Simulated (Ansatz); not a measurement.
A series in volume scale on NbH

All results are calculated (Ansatz 0.2.0). Free energy against uniform scaling of the volume at fixed shape and fractions; periodic cell, basis, potentials, k mesh and filling as listed.

The cell before it is scaled or strained (space group I4/mmm, No. 139):
```
cell vectors (Å)
  -1.6070     1.6070     1.9843
   1.6070    -1.6070     1.9843
   1.6070     1.6070    -1.9843
atoms (fractions of the cell vectors)
Nb  0.00000  0.00000  0.00000
H   0.50000  0.50000  0.00000
```

Settings of every row: functional r2SCAN; dispersion none; potentials PAW; wave cutoff 600 eV; density cutoff 2400 eV; k mesh 10x10x10; k shift 0x0x0; occupations fermi dirac; smearing width 0.1 eV; spin none.

Limits: coarse k mesh, up to 40 meV an atom off; the cell comes from a prototype or a list of computed structures and needn't be the stable phase.

```csv
row,volume scale,V (Å³/atom),energy above lowest point (meV/atom),pressure (GPa)
1,0.9,9.224,48.5,20.28
2,0.925,9.48,21.9,13.07
3,0.95,9.736,?,?
4,0.975,9.992,0,1.17
5,1,10.249,2.1,-3.72
6,1.025,10.505,11.6,-8.02
7,1.05,10.761,27.5,-11.8
8,1.075,11.017,49.1,-15.13
9,1.1,11.274,75.7,-18.07
```

Question: what energy above lowest point and pressure should row 3 give?

Worked fit of energy above lowest point. Take u = (V_r/V)^(2/3) − 1 with V_r = 10.377 Å³ an atom, which is twice the finite (Eulerian) strain; such expansions in the strain, on which the Birch-Murnaghan equation of state is built, carry the rest volume and the bulk modulus. The shown rows have u = 0.08169, 0.06213, 0.02553, 0.00831, -0.00814, -0.02393, -0.03911, -0.05377. Least squares give energy above lowest point = 6.01 − 578.8 × u + 13387 × u² + 793 × u³ meV/atom; a parabola predicts inner rows, each left out in turn, worse (root mean square 0.061 against 0.034 meV/atom). All shown rows lie on it to the printed digit. Its lowest point lies at u = 0.0216, or V = 10.05 Å³ an atom, and the curvature there gives the bulk modulus at fixed shape and fractions, B = (4/9)(1 + u)² E″(u)/V = 199 GPa. Letting shape and atoms relax would as a rule lower it, by much in layered, chain or molecular crystals. The withheld row has u = 0.04342, so the fit gives 6.01 − 578.8 × (0.04342) + 13387 × (0.04342)² + 793 × (0.04342)³ = 6.2 meV/atom.

The calculation gave 6.2 meV/atom. The fit meets it to the printed digit.

Worked fit of pressure. Take u = (V_r/V)^(2/3) − 1 with V_r = 10.377 Å³ an atom, which is twice the finite (Eulerian) strain; such expansions in the strain, on which the Birch-Murnaghan equation of state is built, carry the rest volume and the bulk modulus. The shown rows have u = 0.08169, 0.06213, 0.02553, 0.00831, -0.00814, -0.02393, -0.03911, -0.05377. Least squares give pressure = −5.942 + 260.94 × u + 688.7 × u² + 572 × u³ GPa; a parabola predicts inner rows, each left out in turn, worse (root mean square 0.043 against 0.0079 GPa). The rows lie off it by 0.00, 0.00, -0.01, 0.01, 0.00, 0.00, 0.00, 0.00. The pressure vanishes at u = 0.0215, or V = 10.05 Å³ an atom, and there the bulk modulus at fixed shape and fractions is B = −V dP/dV = (2/3)(1 + u) dP/du = 198 GPa. Letting shape and atoms relax would as a rule lower it, by much in layered, chain or molecular crystals. The withheld row has u = 0.04342, so the fit gives −5.942 + 260.94 × (0.04342) + 688.7 × (0.04342)² + 572 × (0.04342)³ = 6.73 GPa.

The calculation gave 6.73 GPa. The fit meets it to the printed digit.
